**Q:** I have computed energies for calcium squeezed or stretched along one axis at fixed volume. I had pictured a spring, with a cost in both directions. What does the table show instead?

Calcium (I4/mmm, a = 4.410, c = 4.392 Å, not relaxed at this level) stretched or flattened along c at fixed volume. Ansatz 0.2.0, plane-wave PAW, scalar-relativistic r2SCAN, no spin polarisation, cutoff 500 eV, Gamma-centred 18×18×18 k mesh, Gaussian smearing of 0.15 eV. Energies are free energies relative to the starting cell; pressure is positive in compression.

| axial ratio (over its starting value) | energy change (meV/atom) | pressure (GPa) |
| --- | --- | --- |
| 0.8 | 39.8 | 0.24 |
| 0.85 | 14.3 | 0.17 |
| 0.92 | 1.7 | 0.20 |
| 0.96 | 0.2 | 0.23 |
| 1 | 0.0 | 0.24 |
| 1.05 | -0.3 | 0.23 |
| 1.1 | -1.6 | 0.20 |
| 1.2 | -6.2 | 0.17 |
| 1.3 | -11.4 | 0.17 |

**A:** It shows a slope with a ledge in it. The energy change, counted from the starting cell, falls from each row to the next as the crystal gets longer. The fall is steep on the flattened side, almost level around an axial ratio of 1, and gentle beyond. For a feeling of size, 10 meV per atom is about 1 kJ/mol.

The ledge has a crystallographic address. Let c be the length of the cell along the axis and a its width, so that c/a is the axial ratio times 4.392/4.410, the starting value. At c/a = 1 the lattice is body-centred cubic, bcc, and the scan starts almost exactly there. At c/a = √2 the same lattice has become face-centred cubic, fcc, which lies beyond the last row, at an axial ratio of 1.42.

**Q:** Why should the slope have a ledge at bcc?

**A:** Symmetry asks for a level spot there. Stretch a cube slightly along x at fixed volume, then equally along y, then along z, and to first order you have the cube back. The three steps cost the same, because the axes are equivalent, and together they cost nothing. Each first-order cost is therefore zero, and the same argument holds at fcc.

Symmetry does not say whether the level spot is a valley, a hilltop or a ledge. That depends on the second-order term, which measures how the cube resists this shear. A valley would raise the energy on both sides and a hilltop would lower it on both sides. The rows at 0.92 and 1.1, which lie at nearly equal distances from bcc, give +1.7 and −1.6 meV. They almost cancel, but a fourth-order term could be hiding a second-order one there. The closer rows at 0.96 and 1.05, where a fourth-order term hardly counts, give +0.2 and −0.3 meV. Half their sum is only about a quarter of half their difference. A weak second-order term may remain, then, but the third-order term is already the larger one at these distances.

**Q:** What is left to shape the curve?

**A:** The third-order term, which changes sign between flattening and stretching. It is allowed because these are different distortions: stretching leads towards fcc, while flattening pushes atoms together along the axis. How much of the steep short side is due to this crowding, the energies alone cannot say. At 0.85 the neighbours along the axis have come much closer, yet the shortest distance in the crystal is no smaller than in the starting cell.

The bond of a hydrogen molecule is a simpler system with the same lopsidedness. Compressing it costs more than stretching it by the same amount, and one describes this by a spring plus a third-order correction. In our crystal the spring has nearly vanished and the correction stands almost alone. The likeness ends there, since the molecule sits in a true valley and has no second level spot prescribed by symmetry.

**Q:** Can I turn that into something I can work out on paper?

**A:** Measure the distortion by u = ln(c/a), the natural logarithm, which is zero at bcc, negative for flattened cells and positive for long ones. Leave out the first- and second-order terms, keep the third, and add a fourth to bend the curve at larger distortions. The energy E in meV per atom is then

E ≈ −2100 u³ + 5600 u⁴

The two constants were fitted to all nine rows and then rounded. They summarise this scan and should not be read as elastic constants.

**Q:** Show me on a flattened cell.

**A:** Take the row at 0.85.

- Distortion: u = ln(0.85 × 4.392/4.410) = −0.1666
- Third-order term: −2100 × (−0.00462) = +9.7 meV
- Fourth-order term: 5600 × 0.00077 = +4.3 meV
- Sum: +14.0 meV

The table has 14.3 meV. Both terms are positive, and this is how the rule reproduces the fast climb on the short side.

**Q:** And on a stretched one?

**A:** Take the row at 1.2, which is about as far from bcc in the other direction.

- Distortion: u = ln(1.2 × 4.392/4.410) = 0.178
- Third-order term: −2100 × 0.00566 = −11.9 meV
- Fourth-order term: 5600 × 0.00101 = +5.7 meV
- Sum: −6.2 meV

This agrees with the table. The third-order term has changed sign and the fourth has not, so the two now work against each other. A similar distortion therefore gains less than half of what it costs on the flattened side. Both worked rows were part of the fit, so they show how the rule works and are no independent test of it.

**Q:** How far can I trust it for the other rows?

**A:** Within the scan the largest error is 0.4 meV per atom, at an axial ratio of 1.1. That is a quarter of the small energy in that row. Where the energy change exceeds 5 meV in size, the rule is good to 2 %. It is a tool for sizeable distortions and should not be used to settle signs close to bcc. The printed output below sets the rule beside every row.

**Q:** Is there a check that did not go into the fit?

**A:** The stresses from the same calculations provide one. The difference between the stress along the axis and across it tells how fast the energy changes with u. The pressure column can't show this, because it averages the two; its positive values only say that the chosen volume is slightly compressed at this level of theory.

At 0.85 the stresses give a slope of −284 meV per unit of u, and the rule gives −279. At 1.3 they give −62, and the rule only −34. The rule thus reproduces the last energy well while its slope there is little more than half of what it should be. Good values at the fitted points do not guarantee a good direction at the edge.

**Q:** Then what happens if I carry on to fcc?

**A:** The rule goes wrong. It bottoms out at c/a = 1.325 and then climbs to −7 meV at fcc, above the last computed row. The stresses at 1.3 say that the crystal still gains energy by growing longer. The rule was never told that fcc must be a level spot, and it puts its own in the wrong place.

You can do better with the last slope. Symmetry makes it zero at fcc, where u = ln √2 = 0.347, and the last row is at 0.258. If the slope fades evenly over that stretch, the further gain is ½ × 62 × 0.089, or about 3 meV. This puts fcc near −14 meV per atom, a rough estimate that rests on the even fading. The stresses at 1.2 and 1.3 give almost the same slope, so the fading has hardly begun by the last row and the true gain may well be larger.

**Q:** Why not build the level spot at fcc into the rule from the start?

**A:** With a single constant this can be done: one demands a ledge at bcc and a level spot at fcc, and fits only the overall height. The curve is then level at both cubic structures, but at 1.3 it lies 5 meV too low, against a computed change of −11.4 meV. The steep short side sets the height, and the long side is gentler than that height implies. For work inside the scan the two-constant rule is the better tool, and for fcc the slope argument is.

**Q:** Would the ledge survive if the calculation were set up differently?

**A:** Not entirely, and this shows how to think about a neighbouring case. The calculation blurs the electron occupations slightly to make the sums over electron states converge. This smearing lowers the energy of the near-bcc cell more than that of any distorted one. When its effect is extrapolated away, the ledge tilts into a low hilltop: the rows at 0.96 and 1.05 become −0.1 and −0.6 meV, both below the start, though the first value is too small to settle the sign on that side.

In the language of the rule, a negative term in u² can no longer be left out. Close to bcc it wins, because u² shrinks more slowly than u³, and the energy falls on both sides. Farther out the third-order term takes over again, and flattening costs energy as before. A positive u² term would instead make a shallow valley at bcc, with a small barrier on the way to fcc.

**Q:** So what should I do before using such a rule on another set of energies?

**A:** Pick two points at equal distances on either side of the cubic structure, close enough to it that the fourth-order term is still minor, and take half the sum of their energy changes. If it is small beside half their difference, the third-order term leads and the rule has the right form. If not, add a term in u² before you fit anything. For calcium at these settings the rows at 0.96 and 1.05 pass this test, though not by a wide margin. Against the energies without smearing the rule errs by up to 3 meV per atom, and that is the fairer margin for unsmeared energies at this level of theory. The error of the functional comes on top of it.

Printed output of the fit:

```
fit of energy_change on 9 rows: coefficient of u3 -2117 +/- 8.5, coefficient of u4 5635 +/- 35; rms 0.152, worst 1.1 0.384, leave-one-out rms 0.236
fit of energy_change on 9 rows: coefficient of symterm 18632 +/- 840; rms 1.87, worst 1.3 -4.96, leave-one-out rms 3.33
Hand rule E = -2100 u^3 + 5600 u^4 (meV/atom; slopes in meV per unit of u):
   row         u  cubic part  quartic part       rule  rule less computed  slope from stress  slope of rule
   0.8   -0.2272       24.64         14.93      39.57             -0.2296             -573.7         -588.1
  0.85   -0.1666       9.712         4.315      14.03             -0.2729             -283.6         -278.5
  0.92  -0.08747       1.405        0.3278      1.733              0.0333             -65.52         -63.19
  0.96  -0.04491      0.1902       0.02278      0.213             0.01303             -13.85         -14.74
   1.0  -0.00409   0.0001437     1.567e-06  0.0001452           0.0001452             0.2595        -0.1069
  1.05    0.0447     -0.1876       0.02236    -0.1652              0.1348             -16.29         -10.59
   1.1   0.09122      -1.594        0.3878     -1.206              0.3937              -40.6         -35.42
   1.2    0.1782      -11.89         5.651     -6.239            -0.03875              -61.3          -73.3
   1.3    0.2583      -36.18         24.92     -11.26              0.1385             -62.19         -34.33
axial ratio of exact bcc: 1.004
axial ratio of exact fcc: 1.42
rms miss of hand rule, meV/atom: 0.1892
largest miss of hand rule, meV/atom: 0.3937
largest miss in percent where the energy exceeds 5 meV: 1.908
miss at axial ratio 1.1 in percent of the energy: 24.61
c/a at the false minimum of the hand rule: 1.325
hand rule carried to fcc, meV/atom: -6.627
rough fcc energy if the last slope dies linearly, meV/atom: -14.15
half sum of rows 0.92 and 1.1, meV/atom: 0.05
half difference of rows 1.1 and 0.92, meV/atom: -1.65
same half sum at zero smearing, meV/atom: -0.9294
largest miss of hand rule against zero-smearing energies, meV/atom: 2.923
```
